## Question

Fluorine and boron atoms each sit on the titanium-terminated face of TiSi₂, one to every small surface cell. In the rows shown below, the choice of starting site changes boron's adsorption energy by about 2.5 eV. The work function, the energy needed to take an electron out through the surface, rises by 1.4 to 2.8 eV.

Scalar-relativistic PBEsol plane-wave PAW runs with Ansatz 0.2.0 (cutoff 420 eV, 8×8×1 k mesh, slabs without spin) for one B or F atom per 1×1 cell (12.505 Å²) on the Ti-terminated (010) face of a 10-plane Cmcm TiSi₂ slab, lower half fixed. Adsorption energies are relative to the clean slab and a free spin-polarised atom; changes are from the clean slab, with dipoles positive outwards.

```tsv
adsorbate	start site	start site atoms	adsorption energy (eV)	work function change (eV)	dipole change (e Å)	shortest contact	shortest contact length (Å)
B	bridge	Si-Ti	-4.805	1.800	-0.1240	B-Si	1.966
B	hollow	Si-Si	-5.329	1.892	-0.1310	B-Si	1.957
B	top	Ti	-2.795	1.410	-0.0970	B-Ti	2.080
F	bridge	Si-Ti	-5.875	2.759	-0.1920	F-Ti	1.750
F	hollow	Si-Si	-5.095	1.591	-0.1100	F-Ti	2.192
F	top	Ti	?	?	?	?	?
```

A more negative adsorption energy means stronger binding. The start site is where the atom was placed before the structure relaxed, and the atom may have left it. The shortest contact names the closest pair of atoms after relaxation. A negative dipole change means that electrons have shifted outwards, which raises the work function.

Fluorine is now started directly on top of a titanium atom. Predict its adsorption energy, its contact length and the change in work function, each with a range.

## Model answer

Begin with what each atom needs. Boron has three valence electrons and many empty places, so it gains by having several neighbours. Fluorine lacks a single electron and can be satisfied by one short, polar bond to a metal atom. This is general chemistry; the table has no charges or neighbour counts that would prove it here.

The boron rows fit the picture. On top of titanium, boron binds 2.0 eV more weakly than from the bridge, and the hollow start is best of all. Bridge and hollow both end with a boron–silicon contact, and the two lengths differ by only 0.009 Å while the energies differ by 0.52 eV. The closest neighbour therefore doesn't settle the energy; the rest of the surroundings must matter too.

Fluorine behaves differently. From the bridge it ends 1.75 Å from titanium, about the length of a bond to a fluorine held by one titanium atom alone (roughly 1.8 Å, a recalled value). From the hollow the contact is 0.44 Å longer and the binding 0.78 eV weaker. The bridge fluorine has probably slid off the bridge and now stands on a single titanium atom.

If so, the top start should lead to the same place, and the simplest forecast copies the bridge row:

- adsorption energy −5.875 eV, within 0.4 eV
- fluorine–titanium contact 1.75 Å, within 0.06 Å
- work function change +2.759 eV, within 0.4 eV

These ranges are judgements. The main doubt is whether the bridge fluorine leans to one side. Symmetry would keep a fluorine started on top upright, and an upright atom could then be somewhat more weakly bound than a leaning one.

A different line of thought gives a very different answer. Suppose that each site adds a fixed amount to the energy, whichever atom sits there. Fluorine less boron is −5.875 + 4.805 = −1.070 eV for the bridge start and −5.095 + 5.329 = +0.234 eV for the hollow start, on average −0.418 eV. Added to boron on top, this gives −2.795 − 0.418 = −3.213 eV. If the rule held, the two differences would be equal. They are 1.3 eV apart, which is a good reason to distrust the rule and keep the first forecast.

## The computed result

The withheld rows as computed:

```tsv
adsorbate	start site	start site atoms	adsorption energy (eV)	work function change (eV)	dipole change (e Å)	shortest contact	shortest contact length (Å)
F	top	Ti	-5.875	2.758	-0.1920	F-Ti	1.750
```

The energy and the contact agree with the forecast to every printed digit, and the work function change differs by 0.001 eV. The additive rule makes the binding too weak by 2.7 eV and the rise in work function too small by 1.0 eV. The printed output below sets the forecasts and the rival estimates against the computed values.

## Remarks on the reasoning

**Why the hit is so close.** Agreement this fine points to one structure reached twice. A fluorine started exactly above titanium can move only up or down while its symmetry is kept, so it should end upright on that atom. The bridge run gives the same energy, contact and work function, so it very probably ended there as well, though the final coordinates are not at hand to confirm it. The range of 0.4 eV covered the chance that the two structures differed; it was not the expected error of a smooth trend.

**What the match adds.** An atom held in place by symmetry may rest on a ridge of the energy surface and slide away once it is freed. The bridge run had no symmetry to hold it and seems to have reached the top position from the side, which suggests that fluorine there is stable against at least that sideways push. An off-centre start is thus a cheap test of a result from a symmetric one. No second run is known to have reached the hollow fluorine, or the boron in the hollow or on top, so any of these might still move to a better place. Until it is known whether the hollow fluorine rests in a valley or on a ridge, the energy gap between fluorine's two positions can't be read as a barrier for its motion along the surface.

**Why the additive rule fails.** It treats "bridge" as a place, but the word only describes the start. From that start boron ended nearest to silicon and fluorine, it appears, on top of titanium, so the rule subtracts energies of atoms in different surroundings. It also assumes that both elements value a site alike, whereas the single titanium atom that suits fluorine is boron's worst choice among these starts.

**The work function.** A layer of dipoles with their negative ends outwards acts like a charged capacitor that electrons must cross on their way out. The step equals 181 eV Å (4π × 14.4 eV Å) times the dipole in e Å, divided by the cell area in Å². For the bridge fluorine this gives 181 × 0.192 / 12.505 = 2.78 eV, close to the tabulated 2.759 eV. The dipole and the work function are thus one result in two forms, and their agreement is no extra evidence for the bonding picture.

**Electronegativity is not enough.** Fluorine attracts electrons more strongly than boron, yet from the hollow it raises the work function by 0.3 eV less. How far the charge stands above the surface matters as well as its amount, and for fluorine symmetry gives the height. The hollow run kept two mirror planes. In a cell of 3.517 by 3.556 Å, the only hollow place that fits a contact of 2.192 Å is midway between two surface titanium atoms, about 1.3 Å above them. On top the height is 1.75 Å. The hollow fluorine thus has three quarters of the height but less than 60 percent of the dipole, so height alone doesn't seem to account for the difference. Whether height explains the larger rise with boron can't be told, because boron's height isn't at hand. Electrons that shift within the metal surface also count towards the dipole, not just the charge on the added atom.

**Using the numbers.** Among the three starts tried, fluorine binds best on top of titanium, where it raises the work function by about 2.8 eV. That value belongs to a crowded layer, one fluorine per surface titanium, and shouldn't be carried over to a sparse one. The slabs were also computed without spin, so a magnetic state of lower energy has not been ruled out. PBEsol is expected to bind atoms too strongly, so the differences between sites deserve more trust than the adsorption energies themselves. The PAW datasets were made for PBE and not for PBEsol, a mismatch that all rows share, and some runs carry a warning about the functional in thin density.

Printed output of the fit:

```
B top less B bridge, adsorption energy in eV: 2.01
B bridge less B hollow, adsorption energy in eV: 0.524
B bridge less B hollow, shortest contact in Å: 0.009
F hollow less F bridge, adsorption energy in eV: 0.78
F hollow less F bridge, shortest contact in Å: 0.442
F bridge less F hollow, work function change in eV: 1.168
B hollow less F hollow, work function change in eV: 0.301
Largest gap between Helmholtz estimate and work function change on known rows in eV: 0.0193
Forecast F top, adsorption energy in eV, range plus or minus 0.4: -5.875
Forecast F top, F-Ti contact in Å, range plus or minus 0.06: 1.75
Forecast F top, work function change in eV, range plus or minus 0.4: 2.759
Additive rival for F top, adsorption energy in eV: -3.213
Additive rival for F top, work function change in eV: 1.739
Covalent radius rival for F top, F-Ti contact in Å: 1.81
Computed F top, adsorption energy in eV: -5.875
Computed F top, shortest contact in Å: 1.75
Computed F top, work function change in eV: 2.758
Miss of forecast (forecast less computed), adsorption energy in eV: 0
Miss of forecast (forecast less computed), contact in Å: 0
Miss of forecast (forecast less computed), work function change in eV: 0.001
Miss of additive rival (rival less computed), adsorption energy in eV: 2.662
Miss of additive rival (rival less computed), work function change in eV: -1.019
Miss of covalent radius rival (rival less computed), contact in Å: 0.06
```
